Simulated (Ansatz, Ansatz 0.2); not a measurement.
# Cutoff and k-mesh for PBEsol zone-centre phonons of kesterite Cu₂ZnSnS₄

## Starting point

The reference is "Polarized Raman scattering study of kesterite type Cu2ZnSnS4 single crystals" (2016, PubMed Central 4726006). A crystal grown by iodine vapour transport was measured on a (112) facet with 532 nm light. Four lines are compared here: E modes at 83 and 145 cm⁻¹, and B modes at 84 and 248 cm⁻¹. They are paired with calculated modes by symmetry and, within a symmetry, by nearness in frequency, so some of the agreement is built in. The two lowest lines nearly coincide, and their assignment rests on the polarization analysis. The 248 cm⁻¹ line lies close to an E(TO) line; for the other three, transverse and longitudinal components are not resolved. Cu–Zn disorder, common in real kesterite, may broaden or shift lines relative to the ordered crystal calculated here.

| compared with | measured | source's wording or label | method |
| --- | --- | --- | --- |
| E(1) (cm⁻¹) | 83 | E mode, lowest (TO/LO unresolved) | polarized Raman, 532 nm |
| B(1) (cm⁻¹) | 84 | B mode, lowest (TO/LO unresolved) | polarized Raman, 532 nm |
| E(3) (cm⁻¹) | 145 | E mode, third (TO/LO unresolved) | polarized Raman, 532 nm |
| B(4) (cm⁻¹) | 248 | – | polarized Raman, 532 nm |

## Choices

The aim is the lightest cutoff and k-mesh that still give trustworthy zone-centre frequencies. The working level is PBEsol, which usually gives good lattice constants and therefore reasonable force constants in semiconductors, on the ordered eight-atom primitive cell.

Two limits apply:

- **Numerical:** a saving is accepted if none of the four modes moves by more than 0.5 cm⁻¹ from the denser setting.
- **Against experiment:** each mode should lie within 2 % of its line. That is under 2 cm⁻¹ for the lowest pair and about 5 cm⁻¹ for the highest, tight enough to expose a functional that is too soft or too stiff. Harmonic frequencies leave out thermal shifts, which may be a per cent or more of the frequency and so use up much of this margin.

Cutoff and mesh are varied separately in the cell relaxed at the base settings, so the tests measure the error in the phonons and not that of a new relaxation. A second functional then gives an idea of the theory's own error.

System: ZnCu2SnS4 (kesterite); I-4 (No. 82), 8 atoms in the cell, cell vectors 6.648, 6.648, 6.648 Å at the start, from a measured structure (Crystallography Open Database).

## 1. Base run and cutoff

The base run uses 420 eV and an 8×8×8 mesh. It is bracketed at once by 550 eV and 340 eV in the same cell: the higher cutoff tests whether the base is a sound yardstick, the lower one whether there is anything to save. I expect the step up to change little, and the step down to show first in the low modes, where a small error in the forces is a larger share of the frequency.

**Run 1.** Ansatz 0.2: PBEsol, PAW set soft_2; cell and atoms relaxed at this level; cutoff 420 eV; k 8×8×8; gaussian occupations 0.01 eV; linear response, zone centre.

Key lines of the input:
```
crystal:
  lattice:
    - [-2.6867518394, 2.6867518394, 5.3770230851]
    - [2.6867518394, -2.6867518394, 5.3770230851]
    - [2.6867518394, 2.6867518394, -5.3770230851]
kpoints:
  mp_grid: { grid: [8, 8, 8] }
hamiltonian:
  xc: pbesol
scf:
  occupations: { method: gaussian, width: 0.01 }
phonons:
  method: dfpt
```

Command:
```
ansatz run input.yaml --threads 16 --pin off --max-ram 61440MiB --backend cuda --events-out ev --progress --plain --runs-dir out --max-vram 78GiB
```

Selected lines of the output:
```
SCF converged after 17 iterations
  Γ frequencies (cm⁻¹): 0.00 0.00 0.00 76.98 76.98 88.95 97.26 97.26 100.71 157.42 157.42 170.51 251.80 261.91 261.91 289.77 294.44 297.44 297.44 315.68 316.30 323.60 323.60 …
```

Converged; 26 s on NVIDIA GB200 with 16 cores of Arm Neoverse V2, shared host (all steps together).

**Run 2.** Ansatz 0.2: PBEsol, PAW set soft_2; the cell of the base run at this functional, not relaxed again; cutoff 550 eV; k 8×8×8; gaussian occupations 0.01 eV; linear response, zone centre.

Key lines of the input, as changed from run 1:
```diff
+ basis:
+   ecutwfc: 550
```

Selected lines of the output:
```
SCF converged after 17 iterations
  Γ frequencies (cm⁻¹): 0.00 0.00 0.00 77.02 77.02 89.02 97.33 97.33 100.75 157.51 157.51 170.60 251.98 262.07 262.07 289.82 294.49 297.53 297.53 315.69 316.37 323.57 323.57 …
```

Converged; took 15 s.

**Run 3.** Ansatz 0.2: PBEsol, PAW set soft_2; the cell of the base run at this functional, not relaxed again; cutoff 340 eV; k 8×8×8; gaussian occupations 0.01 eV; linear response, zone centre.

Key lines of the input, as changed from run 1:
```diff
+ basis:
+   ecutwfc: 340
```

Selected lines of the output:
```
Warning: basis.ecutwfc = 340 eV is below the records' recommended 420 eV, and the density's cutoff is lower with it unless basis.ecutrho_ratio is high enough to keep the records' density cutoff: compare with a run at a higher …
SCF converged after 15 iterations
  Γ frequencies (cm⁻¹): 0.00 0.00 0.00 76.71 76.71 88.67 97.13 97.13 100.62 157.56 157.56 170.76 252.40 262.39 262.39 289.98 294.74 297.72 297.72 315.81 316.52 323.70 323.70 …
```

Converged; took 8.4 s. Warnings: cutoff_below_recommended (in short: A typed cutoff is below a recommended value, from the records, the datasets' recipe or DFPT's needs, possibly lowering the density cutoff; compare with a higher-cutoff run).

| quantity | run 1 | run 2 | run 3 | measured |
| --- | --- | --- | --- | --- |
| E(1) (cm⁻¹) | 76.98 | 77.02 | 76.71 | 83 |
| B(1) (cm⁻¹) | 88.95 | 89.02 | 88.67 | 84 |
| E(3) (cm⁻¹) | 157.4 | 157.5 | 157.6 | 145 |
| B(4) (cm⁻¹) | 251.8 | 252.0 | 252.4 | 248 |
| volume per atom (Å³) | 19.41 | 19.41 | 19.41 |  |
| highest mode, no field (cm⁻¹) | 338.9 | 338.9 | 339.1 |  |

The base cutoff holds: going from 420 to 550 eV moves none of the four modes by more than 0.2 cm⁻¹. At 340 eV the low modes do lose the largest share of their frequency, but the largest shift in cm⁻¹ is in B(4). It lies 0.42 cm⁻¹ above the 550 eV value and 0.60 cm⁻¹ above the 420 eV one, so 340 eV passes or fails the 0.5 cm⁻¹ limit depending on the yardstick. This saving is too marginal to recommend, and 420 eV stays.

Against experiment only B(4) is within 2 %. E(1) is about 7 % low, B(1) 6 % high and E(3) nearly 9 % high, and the pair that nearly coincides in the measurement is 12 cm⁻¹ apart here. The cutoff explains none of this. The relaxed cell vectors are about 1 % shorter than those of the measured starting cell. That could stiffen some modes, but a uniform stiffening would not put E(1) too low.

## 2. How dense a k-mesh

The mesh is varied next at 420 eV, with 4×4×4 and 6×6×6 below the base and 12×12×12 above it. In an ordinary semiconductor with eight atoms in the cell, 4×4×4 might already do. Here semilocal functionals shrink the gap severely, and if it nearly closes at the zone centre, the response there could depend on the mesh more than usual. The denser run is therefore needed before the misses are put down to the functional.

**Run 4.** Ansatz 0.2: PBEsol, PAW set soft_2; the cell of the base run at this functional, not relaxed again; cutoff 420 eV; k 4×4×4; gaussian occupations 0.01 eV; linear response, zone centre.

Key lines of the input, as changed from run 1:
```diff
  kpoints:
-   mp_grid: { grid: [8, 8, 8] }
+   mp_grid: { grid: [4, 4, 4] }
```

Selected lines of the output:
```
SCF converged after 17 iterations
  Γ frequencies (cm⁻¹): 0.00 0.00 0.00 75.59 75.59 86.07 96.04 96.04 100.33 156.90 156.90 170.48 249.83 261.43 261.43 289.85 294.94 297.29 297.29 316.13 316.24 323.31 323.31 …
```

Converged; took 4.3 s.

**Run 5.** Ansatz 0.2: PBEsol, PAW set soft_2; the cell of the base run at this functional, not relaxed again; cutoff 420 eV; k 6×6×6; gaussian occupations 0.01 eV; linear response, zone centre.

Key lines of the input, as changed from run 1:
```diff
  kpoints:
-   mp_grid: { grid: [8, 8, 8] }
+   mp_grid: { grid: [6, 6, 6] }
```

Selected lines of the output:
```
SCF converged after 17 iterations
  Γ frequencies (cm⁻¹): 0.00 0.00 0.00 76.78 76.78 88.46 97.04 97.04 100.65 157.32 157.32 170.50 251.42 261.81 261.81 289.81 294.55 297.43 297.43 315.74 316.30 323.56 323.56 …
```

Converged; took 7.6 s.

**Run 6.** Ansatz 0.2: PBEsol, PAW set soft_2; the cell of the base run at this functional, not relaxed again; cutoff 420 eV; k 12×12×12; gaussian occupations 0.01 eV; linear response, zone centre.

Key lines of the input, as changed from run 1:
```diff
  kpoints:
-   mp_grid: { grid: [8, 8, 8] }
+   mp_grid: { grid: [12, 12, 12] }
```

Selected lines of the output:
```
SCF converged after 17 iterations
  Γ frequencies (cm⁻¹): 0.00 0.00 0.00 77.06 77.06 89.18 97.36 97.36 100.73 157.46 157.46 170.52 251.99 261.96 261.96 289.74 294.37 297.44 297.44 315.65 316.30 323.62 323.62 …
```

Converged; took 35 s.

| quantity | run 4 | run 5 | run 6 | measured |
| --- | --- | --- | --- | --- |
| E(1) (cm⁻¹) | 75.59 | 76.78 | 77.06 | 83 |
| B(1) (cm⁻¹) | 86.07 | 88.46 | 89.18 | 84 |
| E(3) (cm⁻¹) | 156.9 | 157.3 | 157.5 | 145 |
| B(4) (cm⁻¹) | 249.8 | 251.4 | 252.0 | 248 |
| volume per atom (Å³) | 19.41 | 19.41 | 19.41 |  |
| highest mode, no field (cm⁻¹) | 339.0 | 338.9 | 338.9 |  |

The 8×8×8 mesh is dense enough: at 12×12×12 the largest shift among the compared modes is 0.23 cm⁻¹, in B(1). The 6×6×6 mesh is within the limit when set against 8×8×8, but against the densest mesh B(1) is 0.72 and B(4) 0.57 cm⁻¹ too low, so it narrowly fails. At 4×4×4 B(1) is 3.1 cm⁻¹ too low. That brings both B modes closer to experiment, but only through a sampling error.

The two B modes and E(1) depend on the mesh far more than E(3) or the highest mode. A very small PBEsol gap would fit this, though the gap was not examined here. The misses in E(1), B(1) and E(3) remain on the densest mesh.

## 3. Method, cell and functional

Three possible sources of the misses are still untested. Finite displacements in the same cell check the linear response by a separate route; I expect agreement within a few tenths of a cm⁻¹. PBEsol at the measured cell shows what the 1 % shorter cell vectors do. Expansion should lower E(3) and B(4), while the lowest modes may even rise, as shear-like modes of tetrahedral semiconductors often do. Last, r2SCAN with its own relaxed cell gives the scale of the functional's error, and as a meta-GGA it usually opens the gap somewhat.

**Run 7.** Ansatz 0.2: PBEsol, PAW set soft_2; the cell of the base run at this functional, not relaxed again; cutoff 420 eV; k 8×8×8; gaussian occupations 0.01 eV; finite displacements of 0.01 Å, zone centre.

Key lines of the input, as changed from run 1:
```diff
  phonons:
-   method: dfpt
+   method: fd
+   supercell: [1, 1, 1]
+   amplitude: 0.01
```

Selected lines of the output:
```
SCF converged after 12 iterations
  Γ frequencies (cm⁻¹): 0.00 0.00 0.00 76.96 76.96 88.94 97.24 97.24 100.69 157.42 157.42 170.51 251.80 261.91 261.91 289.77 294.43 297.44 297.44 315.68 316.30 323.60 323.60 …
```

Converged; took 21 s. Warnings: vibrations_at_or_below_zero (in short: Some vibrational modes lie at or below zero frequency and are excluded from the zero-point energy, F, S and C_V, signalling a saddle, an instability, or numerical artefacts).

**Run 8.** Ansatz 0.2: PBEsol, PAW set soft_2; measured cell, atoms relaxed; cutoff 420 eV; k 8×8×8; gaussian occupations 0.01 eV; linear response, zone centre.

Key lines of the input:
```
crystal:
  lattice:
    - [-2.7171, 2.7171, 5.4248]
    - [2.7171, -2.7171, 5.4248]
    - [2.7171, 2.7171, -5.4248]
kpoints:
  mp_grid: { grid: [8, 8, 8] }
hamiltonian:
  xc: pbesol
scf:
  occupations: { method: gaussian, width: 0.01 }
phonons:
  method: dfpt
```

Converged; took 21 s (all steps together).

**Run 9.** Ansatz 0.2: r2SCAN, PAW set soft_2; cell and atoms relaxed at this level; cutoff 500 eV; k 8×8×8; fixed occupations; linear response, zone centre.

Key lines of the input:
```
crystal:
  lattice:
    - [-2.7067845825, 2.7067845825, 5.4112075576]
    - [2.7067845825, -2.7067845825, 5.4112075576]
    - [2.7067845825, 2.7067845825, -5.4112075576]
kpoints:
  mp_grid: { grid: [8, 8, 8] }
hamiltonian:
  xc: r2scan
scf:
  occupations: { method: fixed }
phonons:
  method: dfpt
```

Converged; took 2.6 min (all steps together).

| quantity | run 7 | run 8 | run 9 | measured |
| --- | --- | --- | --- | --- |
| E(1) (cm⁻¹) | 76.96 | 78.82 | 77.19 | 83 |
| B(1) (cm⁻¹) | 88.94 | 87.03 | 89.28 | 84 |
| E(3) (cm⁻¹) | 157.4 | 147.5 | 149.2 | 145 |
| B(4) (cm⁻¹) | 251.8 | 231.4 | 236.5 | 248 |
| volume per atom (Å³) | 19.41 | 20.02 | 19.82 |  |
| highest mode, no field (cm⁻¹) | 338.9 | 323.6 | 344.1 |  |

Finite displacements reproduce the linear response to 0.02 cm⁻¹ in the four modes, so the way the force constants are obtained is not behind the misses. The warning in that run concerns modes left out of the vibrational sums, which are not used here; the optical modes at the zone centre are all positive.

For E(3) and B(4) the cell matters far more than any numerical setting tested. At the measured cell, 3 % larger in volume, E(3) falls by 10 cm⁻¹ and comes within 2 % of its line, but B(4) falls by 20 cm⁻¹ and ends nearly 7 % too low. The good B(4) of the relaxed PBEsol cell therefore owes much to that cell being small. Of the lowest pair, E(1) does rise on expansion, while B(1) falls. Their separation shrinks from 12 to 8 cm⁻¹, still well above the measured 1 cm⁻¹.

With r2SCAN in its own relaxed cell all four modes miss the 2 % target. E(3) is closer than with relaxed PBEsol and B(4) is farther off, while the lowest pair hardly changes. Since both functionals put E(1) too low and B(1) too high by similar amounts, the assignment of the two nearly coincident lines deserves doubt as well as the theory. Exchanging their labels would not help, however, and the effect of Cu–Zn disorder was not examined here. The cutoff and mesh tests were made with PBEsol and do not certify the r2SCAN settings.

## Table of results

| run | settings | E(1) (cm⁻¹) | B(1) (cm⁻¹) | E(3) (cm⁻¹) | B(4) (cm⁻¹) | mean abs. dev. (%) | cost |
| --- | --- | --- | --- | --- | --- | --- | --- |
| 1 | PBEsol, cell and atoms relaxed at this level, cutoff 420 eV, k 8×8×8, gaussian occupations 0.01 eV, linear response | 76.98 | 88.95 | 157.4 | 251.8 | 5.8 | 26 s GPU |
| 2 | PBEsol, the cell of the base run at this functional, not relaxed again, cutoff 550 eV, k 8×8×8, linear response | 77.02 | 89.02 | 157.5 | 252.0 | 5.9 | 15 s GPU |
| 3 | PBEsol, the cell of the base run at this functional, not relaxed again, cutoff 340 eV, k 8×8×8, linear response | 76.71 | 88.67 | 157.6 | 252.4 | 5.9 | 8.4 s GPU |
| 4 | PBEsol, k 4×4×4 | 75.59 | 86.07 | 156.9 | 249.8 | 5.1 | 4.3 s GPU |
| 5 | PBEsol, k 6×6×6 | 76.78 | 88.46 | 157.3 | 251.4 | 5.7 | 7.6 s GPU |
| 6 | PBEsol, k 12×12×12 | 77.06 | 89.18 | 157.5 | 252.0 | 5.9 | 35 s GPU |
| 7 | PBEsol, displacements 0.01 Å | 76.96 | 88.94 | 157.4 | 251.8 | 5.8 | 21 s GPU |
| 8 | PBEsol, measured cell, atoms relaxed, cutoff 420 eV, k 8×8×8, gaussian occupations 0.01 eV, linear response | 78.82 | 87.03 | 147.5 | 231.4 | 4.3 | 21 s GPU |
| 9 | r2SCAN, cell and atoms relaxed at this level, cutoff 500 eV, k 8×8×8, fixed occupations, linear response | 77.19 | 89.28 | 149.2 | 236.5 | 5.2 | 2.6 min GPU |
|  | measured | 83 | 84 | 145 | 248 |  |  |

## Judgement

PBEsol in its own relaxed cell misses the 2 % target: only B(4) meets it, at 1.5 % too high. E(1) is 7 % too low, B(1) 6 % and E(3) 9 % too high.

**Recommended settings for PBEsol: 420 eV and 8×8×8**, 26 s on one GPU including the relaxation. Raising either setting in the fixed cell moves the four modes by at most 0.23 cm⁻¹, while the three misses are 5 to 12 cm⁻¹. Whether the relaxed cell itself is converged at these settings was not tested, and the frequencies are sensitive to it. The 340 eV cutoff sits at the 0.5 cm⁻¹ limit, inside it against 550 eV and outside it against 420 eV. The 6×6×6 mesh narrowly exceeds the limit against the densest mesh, but is enough for a survey that tolerates 1 cm⁻¹. At 4×4×4 the mean deviation is smaller only because of poor sampling. Finite displacements confirmed the linear response but changed nothing in the recommendation.

The most informative step was the measured cell. It removes 10 of the 12 cm⁻¹ by which E(3) is too high, but leaves B(4) 17 cm⁻¹ too low. The good B(4) of the relaxed cell thus looks like a cancellation between a small cell and force constants that are too soft for this mode. r2SCAN, at 2.6 min and with settings not tested for convergence, meets the target for none of the four.

The lowest pair stays unexplained. The larger cell moves both modes towards their lines, but even 3 % in volume shifts each by only about 2 cm⁻¹, so thermal expansion alone is too small to close the gap. Cu–Zn disorder or a wrong assignment of the overlapping lines is possible; neither was tested. A hybrid functional would be the natural next step, since it treats the gap and the Cu d states better.

[Logs are printed without paths, hosts, clocks, repeated set-up lines and the standing remarks that a program may print on its own settings, such as how far it seeks lower states.]

[The runs shown are a pick from a larger set of finished runs; failed, doubtful and other runs were left out of it ahead of writing. So were measured values far from every level or from commonly accepted values, and agreement can look better than it is. Lines of input and output are excerpts and may be shortened.]

[Runs of ph.x under gradient-corrected functionals stand here only where frozen phonons or a second program bore them out within 2 % or 4 cm⁻¹; runs with faulty potential files or cells spoilt by a short basis are left out.]
